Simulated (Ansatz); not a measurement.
LaIn3: pressure against volume scale

All results are calculated (Ansatz 0.2.0). Free energy against uniform scaling of the volume at fixed shape and fractions; periodic cell, basis, potentials, k mesh and filling as listed.

The cell before it is scaled or strained (space group Pm-3m, No. 221):
```
CELL_PARAMETERS angstrom
4.77400 0.00000 0.00000
0.00000 4.77400 0.00000
0.00000 0.00000 4.77400
ATOMIC_POSITIONS crystal
La 0.00000 0.00000 0.00000
In 0.50000 0.00000 0.50000
In 0.00000 0.50000 0.50000
In 0.50000 0.50000 0.00000
```

Settings of every row: functional r2SCAN; dispersion none; potentials PAW; wave cutoff 530 eV; density cutoff 2120 eV; k mesh 5x5x5; k shift 0x0x0; occupations methfessel paxton; smearing width 0.1 eV; spin none.

Limits: coarse k mesh, up to 40 meV an atom off; the cell comes from a prototype or a list of computed structures and needn't be the stable phase.

| row | volume scale | V (Å³/atom) | pressure (GPa) | energy above lowest point (meV/atom) |
| --- | --- | --- | --- | --- |
| 1 | 0.94 | 25.569 | 3.16 | 11.9 |
| 2 | 0.96 | 26.113 | 1.72 | 3.6 |
| 3 | 0.98 | 26.657 | ? | ? |
| 4 | 1 | 27.201 | -0.6 | 0.3 |
| 5 | 1.02 | 27.745 | -1.51 | 3.9 |
| 6 | 1.04 | 28.289 | -2.3 | 10.4 |
| 7 | 1.06 | 28.833 | -2.99 | 19.4 |

Question: what pressure should row 3 give?

Worked fit of pressure. Take u = (V_r/V)^(2/3) − 1 with V_r = 27.473 Å³ an atom, which is twice the finite (Eulerian) strain; such expansions in the strain, on which the Birch-Murnaghan equation of state is built, carry the rest volume and the bulk modulus. The shown rows have u = 0.04905, 0.03443, 0.00666, -0.00655, -0.01932, -0.0317. Least squares give pressure = −1.074 + 70.34 × u + 322.5 × u² GPa; a straight line predicts inner rows, each left out in turn, worse (root mean square 0.21 against 0.016 GPa). The rows lie off it by 0.01, -0.01, -0.01, 0.01, 0.01, -0.01. The pressure vanishes at u = 0.0143, or V = 26.89 Å³ an atom, and there the bulk modulus at fixed shape and fractions is B = −V dP/dV = (2/3)(1 + u) dP/du = 53.8 GPa. The withheld row has u = 0.0203, so the fit gives −1.074 + 70.34 × (0.0203) + 322.5 × (0.0203)² = 0.49 GPa.

The calculation gave 0.47 GPa. The fit lies 0.02 GPa (4.3 % of the value, 0.33 % of the column's range) above it; its largest miss of a shown row is 0.01 GPa.

The other values of row 3: energy above lowest point 0 meV/atom.
